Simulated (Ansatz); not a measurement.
A series in volume scale on ScSi₂

Results calculated with Ansatz 0.2.0, not measured. Periodic Kohn-Sham DFT of a crystal at fixed atoms, scaled to volume_scale times the given cell; pressure positive in compression, energy less spherical unpolarised free atoms, largest_vzz the field gradient of largest size among the nuclei.

The cell before it is scaled or strained (space group P6/mmm, No. 191):
```
cell vectors (Å)
   3.6600     0.0000     0.0000
  -1.8300     3.1697     0.0000
   0.0000     0.0000     3.8700
atoms (fractions of the cell vectors)
Sc  0.00000  0.00000  0.00000
Si  0.33333  0.66667  0.50000
Si  0.66667  0.33333  0.50000
```

Settings of every row: method all-electron LAPW; functional PBEsol; relativity scalar; k mesh 13x13x11; filling fermi-dirac; smearing width 0.05 eV; basis error target 1 meV/atom; nucleus gaussian.

Atom start moment: 0 on all atoms.

Limits: all rows lie far from zero pressure.

| row | volume scale | V (Å³/atom) | pressure (GPa) | energy less free atoms (eV/atom) |
| --- | --- | --- | --- | --- |
| 1 | 0.94 | 14.067 | 34.677 | -5.5209 |
| 2 | 0.96 | 14.367 | 29.932 | -5.5812 |
| 3 | 0.98 | 14.666 | 25.609 | -5.633 |
| 4 | 0.99 | 14.816 | 23.592 | -5.6559 |
| 5 | 1 | 14.965 | 21.664 | -5.6771 |
| 6 | 1.01 | 15.115 | ? | ? |
| 7 | 1.02 | 15.265 | 18.062 | -5.7141 |
| 8 | 1.04 | 15.564 | 14.769 | -5.7447 |
| 9 | 1.06 | 15.863 | 11.756 | -5.7695 |

Question: what pressure and energy less free atoms should row 6 give?

Worked fit of pressure. Take u = (V_r/V)^(2/3) − 1 with V_r = 14.89 Å³ an atom, which is twice the finite (Eulerian) strain; such expansions in the strain, on which the Birch-Murnaghan equation of state is built, carry the rest volume and the bulk modulus. The shown rows have u = 0.03863, 0.02412, 0.01016, 0.00333, -0.00334, -0.01645, -0.02908, -0.04132. Least squares give pressure = 22.6253 + 288.198 × u + 612.91 × u² GPa; a straight line predicts inner rows, each left out in turn, worse (root mean square 0.32 against 0.0087 GPa). The rows lie off it by 0.004, -0.001, -0.008, 0.000, -0.006, 0.012, 0.006, -0.007 (root mean square 0.0066 GPa). The withheld row has u = -0.00995, so the fit gives 22.6253 + 288.198 × (-0.00995) + 612.91 × (-0.00995)² = 19.818 GPa.

The calculation gave 19.823 GPa. The fit lies 0.005 GPa (0.022 % of the column's range) below it; its largest miss of a shown row is 0.012 GPa.

Worked fit of energy less free atoms. Take u = (V_r/V)^(2/3) − 1 with V_r = 14.89 Å³ an atom, which is twice the finite (Eulerian) strain; such expansions in the strain, on which the Birch-Murnaghan equation of state is built, carry the rest volume and the bulk modulus. The shown rows have u = 0.03863, 0.02412, 0.01016, 0.00333, -0.00334, -0.01645, -0.02908, -0.04132. Least squares give energy less free atoms = −5.66664 + 3.1526 × u + 16.064 × u² eV/atom; a straight line predicts inner rows, each left out in turn, worse (root mean square 0.0083 against 8.6e-05 eV/atom). The rows lie off it by 0.0000, 0.0001, 0.0000, 0.0001, -0.0001, 0.0001, 0.0000, 0.0000. The withheld row has u = -0.00995, so the fit gives −5.66664 + 3.1526 × (-0.00995) + 16.064 × (-0.00995)² = -5.6964 eV/atom.

The calculation gave -5.6964 eV/atom. The fit meets it to the printed digit.
